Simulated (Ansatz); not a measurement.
BiAu: the change of energy above given cell and pressure with volume ratio

Results calculated with Ansatz 0.2.0, not measured. Plane-wave density functional theory, PAW datasets, Gaussian smearing 0.05 eV: equation of state, the given cell scaled in volume with shape and atoms relaxed at each volume.

The cell before it is scaled or strained (space group Fm-3m, No. 225):
```
CELL_PARAMETERS angstrom
0.00000 2.91610 2.91610
2.91610 0.00000 2.91610
2.91610 2.91610 0.00000
ATOMIC_POSITIONS crystal
Au 0.50000 0.50000 0.50000
Bi 0.00000 0.00000 0.00000
```

Settings of every row: paw set soft_2; functional PBEsol; spin treatment none; moment partition spheres; spin axis none; wave cutoff 420 eV; k mesh 10x10x10; symmetry use detected.

Atom hubbard u: 0 on all atoms.

Limits: no spin-orbit coupling, which can matter with elements this heavy; the cell comes from a prototype or a list of computed structures and needn't be the stable phase.

```csv
row,volume ratio,V (Å³/atom),energy above given cell (meV per atom),pressure (GPa)
1,0.96,23.805,11.82,3.932
2,0.98,24.301,2.89,1.865
3,1,24.797,0,0.038
4,1.02,25.293,?,?
5,1.04,25.789,9.58,-3.004
```

Question: what energy above given cell and pressure should row 4 give?

Worked fit of energy above given cell. Take u = (V_r/V)^(2/3) − 1 with V_r = 24.549 Å³ an atom, which is twice the finite (Eulerian) strain; such expansions in the strain, on which the Birch-Murnaghan equation of state is built, carry the rest volume and the bulk modulus. The shown rows have u = 0.02073, 0.00679, -0.00668, -0.03232. Least squares give energy above given cell = 0.747 + 218.13 × u + 15209.9 × u² meV per atom; a straight line predicts inner rows, each left out in turn, worse (root mean square 6.7 against 0.081 meV per atom). The rows lie off it by 0.01, -0.04, 0.03, -0.01. Its lowest point lies at u = -0.0072, or V = 24.82 Å³ an atom, and the curvature there gives the bulk modulus with shape and atoms relaxed, B = (4/9)(1 + u)² E″(u)/V = 86 GPa. The withheld row has u = -0.01971, so the fit gives 0.747 + 218.13 × (-0.01971) + 15209.9 × (-0.01971)² = 2.36 meV per atom.

The calculation gave 2.43 meV per atom. The fit lies 0.07 meV per atom (2.9 % of the value, 0.59 % of the column's range) below it; its largest miss of a shown row is 0.04 meV per atom.

Worked fit of pressure. Take u = (V_r/V)^(2/3) − 1 with V_r = 24.549 Å³ an atom, which is twice the finite (Eulerian) strain; such expansions in the strain, on which the Birch-Murnaghan equation of state is built, carry the rest volume and the bulk modulus. The shown rows have u = 0.02073, 0.00679, -0.00668, -0.03232. Least squares give pressure = 0.9241 + 135.865 × u + 443.54 × u² GPa; a straight line predicts inner rows, each left out in turn, worse (root mean square 0.19 against 0.0043 GPa). The rows lie off it by 0.001, -0.002, 0.002, 0.000. The pressure vanishes at u = -0.0070, or V = 24.81 Å³ an atom, and there the bulk modulus with shape and atoms relaxed is B = −V dP/dV = (2/3)(1 + u) dP/du = 85.9 GPa. The withheld row has u = -0.01971, so the fit gives 0.9241 + 135.865 × (-0.01971) + 443.54 × (-0.01971)² = -1.581 GPa.

The calculation gave -1.577 GPa. The fit lies 0.004 GPa (0.058 % of the column's range) below it; its largest miss of a shown row is 0.002 GPa.
